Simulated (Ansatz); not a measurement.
Electron–phonon coupling and T_c of IrRu (computed with Ansatz 0.2.0)

Space group P-6m2 (No. 187), 2 atoms in the cell of the first input below: a = 2.708 Å, b = 2.708 Å, c = 4.309 Å, α = 90.00°, β = 90.00°, γ = 120.00°.

The structure comes from the Materials Project database of computed cells (whether it is a measured phase wasn't checked), relaxed without spin–orbit coupling to zero pressure (pressure 0.0 GPa with this functional, without spin–orbit coupling). Functional: PBEsol.

Input:

```yaml
crystal:
  lattice:
    - [2.7081591341, 0.0, 0.0]
    - [-1.3540795671, 2.3453346076, 0.0]
    - [0.0, 0.0, 4.3086746172]
  atoms:
    - { symbol: Ir, position: [0.0, 0.0, 0.5] }
    - { symbol: Ru, position: [0.6666666667, 0.3333333333, 0.0] }
basis:
  ecutwfc: 420
  ecutrho_ratio: 4
kpoints:
  mp_grid: { grid: [14, 14, 8] }
hamiltonian:
  xc: pbesol
scf:
  occupations: { method: methfessel_paxton, width: 0.2 }
output: {}
phonons:
  supercell: [2, 2, 2]
  qpath:
    path:
      - [[0.0, 0.0, 0.0], [0.5, 0.0, 0.0], [0.33333333, 0.33333333, 0.0], [0.0, 0.0, 0.0], [0.0, 0.0, 0.5], [0.5, 0.0, 0.5], [0.33333333, 0.33333333, 0.5], [0.0, 0.0, 0.5]]
      - [[0.5, 0.0, 0.5], [0.5, 0.0, 0.0]]
      - [[0.33333333, 0.33333333, 0.5], [0.33333333, 0.33333333, 0.0]]
    npoints: 6
  electrical_resistivity: { mesh: [28, 28, 16], temperatures: [50, 100, 200, 300, 500] }
  superconductivity: { mesh: [28, 28, 16], eliashberg_equations: false }
```

```bash
ansatz run input.yaml --threads 8 --pin off --max-ram 15360MiB --backend cpu --events-out ev --progress --plain --runs-dir out
```

Time: 3.6 min on 8 threads of Intel(R) Xeon(R) Platinum 8259CL CPU @ 2.50GHz (Skylake/Cascade Lake), on a shared host, peak memory 3.8 GiB.

On the finest mesh λ = 0.4626, ω_log = 20.083 meV, N(E_F) = 0.878 states per eV, spin and cell. λ by mesh: 28×28×16 0.463, 14×14×8 0.465, 7×7×4 0.515.

Problem. What T_c does McMillan's formula in the Allen–Dynes form give for μ* = 0.10?

Solution. T_c = (ω_log/1.2) exp[−1.04(1+λ)/(λ − μ*(1+0.62λ))] = (233.05 K/1.2) × exp(−1.5211/0.3339) = 2.04 K. By mesh, finest first, the same formula gives 2.04, 2.09, 3.25 K.

| μ* | McMillan (K) | Allen–Dynes with strong-coupling factors (K) |
| --- | --- | --- |
| 0.08 | 2.83 | 2.88 |
| 0.10 | 2.04 | 2.08 |
| 0.12 | 1.40 | 1.42 |
| 0.13 | 1.13 | 1.14 |
| 0.14 | 0.89 | 0.90 |
| 0.16 | 0.52 | 0.53 |
| 0.20 | 0.12 | 0.12 |

Caveats: no spin-orbit coupling, which matters for these elements; small supercell, couplings not converged in it; with so small a supercell and a typed μ*, T_c can miss a measured one by a factor of two or more.

IrRu comes out as a weak-coupling phonon superconductor. The strong-coupling factors barely change T_c, whereas raising μ* from 0.08 to 0.20 lowers it from 2.83 to 0.12 K. With λ this small, the net attraction is a small difference between phonon pairing and Coulomb repulsion, and it enters through an exponential. The two finer meshes nearly agree, while the coarsest gives a clearly larger λ and T_c.

The modest coupling probably reflects strong metallic d bonding: stiff force constants keep the phonon energies fairly high for such heavy atoms and reduce the lattice's response to the electrons. Elemental Ru and Ir both superconduct only well below 1 K, so the 2.04 K obtained at μ* = 0.10 would mean that ordering them together strengthens pairing. That is possible, but an overestimated λ or too small a μ* would look the same. The results therefore support weak coupling more firmly than any enhancement over the elements, and the total λ doesn't reveal which vibrations carry the pairing.
